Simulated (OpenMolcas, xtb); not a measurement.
**How methods differ on GeSiH4O (SMILES [SiH3][O][GeH])**

GeSiH4O: 7 atoms, total charge 0, spin state singlet. SMILES: `[SiH3][O][GeH]`. The coordinates come from a PBE0-D4/def2-TZVP relaxation. This is one conformer, not always the lowest.

Each level gives the vertical ionisation energy (to the doublet cation) (eV). The values are calculated.

```json
{"level": "GFN1-xTB", "kind": "semi-empirical", "program": "xtb", "value (eV)": "13.75", "less CCSD(T)/def2-SVP": "+4.78", "CPU time (all runs)": "under 2 s"}
{"level": "HF/def2-SVP", "kind": "Hartree–Fock", "program": "OpenMolcas", "value (eV)": "8.44", "less CCSD(T)/def2-SVP": "-0.53", "CPU time (all runs)": "13 s"}
{"level": "SVWN5/def2-SVP", "kind": "LDA", "program": "OpenMolcas", "value (eV)": "8.96", "less CCSD(T)/def2-SVP": "-0.01", "CPU time (all runs)": "38 s"}
{"level": "BLYP/def2-SVP", "kind": "GGA", "program": "OpenMolcas", "value (eV)": "8.73", "less CCSD(T)/def2-SVP": "-0.24", "CPU time (all runs)": "56 s"}
{"level": "TPSS/def2-SVP", "kind": "meta-GGA", "program": "OpenMolcas", "value (eV)": "8.90", "less CCSD(T)/def2-SVP": "-0.07", "CPU time (all runs)": "81 s"}
{"level": "r2SCAN/def2-SVP", "kind": "meta-GGA", "program": "OpenMolcas", "value (eV)": "8.96", "less CCSD(T)/def2-SVP": "-0.01", "CPU time (all runs)": "77 s"}
{"level": "M06-2X/def2-SVP", "kind": "hybrid meta-GGA", "program": "OpenMolcas", "value (eV)": "9.01", "less CCSD(T)/def2-SVP": "+0.04", "CPU time (all runs)": "65 s"}
{"level": "CCSD(T)/def2-SVP, open shells restricted", "kind": "coupled cluster or CI", "program": "OpenMolcas", "value (eV)": "8.97", "less CCSD(T)/def2-SVP": "0.00", "CPU time (all runs)": "82 s"}
```

Differences are taken from CCSD(T)/def2-SVP, open shells restricted for orientation; it has basis-set and higher-order errors of its own. All-electron rows without a relativistic Hamiltonian named are non-relativistic. The values span 8.44 to 13.75 eV. The xTB values lack the empirical shift that such differences need. In the correlated wave-function rows the outer d shell of Ge is correlated, in sets not made for it. Times are those of the runs behind each value, whatever else they computed, on shared processors of several kinds: orders of magnitude only.

Apart from the GFN1-xTB outlier, the methods place the vertical ionisation energy near 9 eV, with Hartree–Fock clearly lowest at 8.44 eV. The electron removed probably comes from the germanium lone pair, which in a singlet germylene is rich in s character and lies in the molecular plane, while the formally empty p orbital accepts π density from oxygen. Ionisation breaks up this pair and so loses its correlation energy. Hartree–Fock leaves that energy out, which destabilises the neutral molecule relative to the cation and makes ionisation too easy.

The density functionals include correlation and recover most of the gap to CCSD(T), BLYP least completely. Their agreement doesn't follow the usual ranking of functionals: SVWN5 matches r2SCAN at 8.96 eV, which suggests cancelling exchange and correlation errors in the local functional rather than a better description of the molecule. The adiabatic ionisation energy, which would include the cation's structural response to losing a lone-pair electron, remains open.
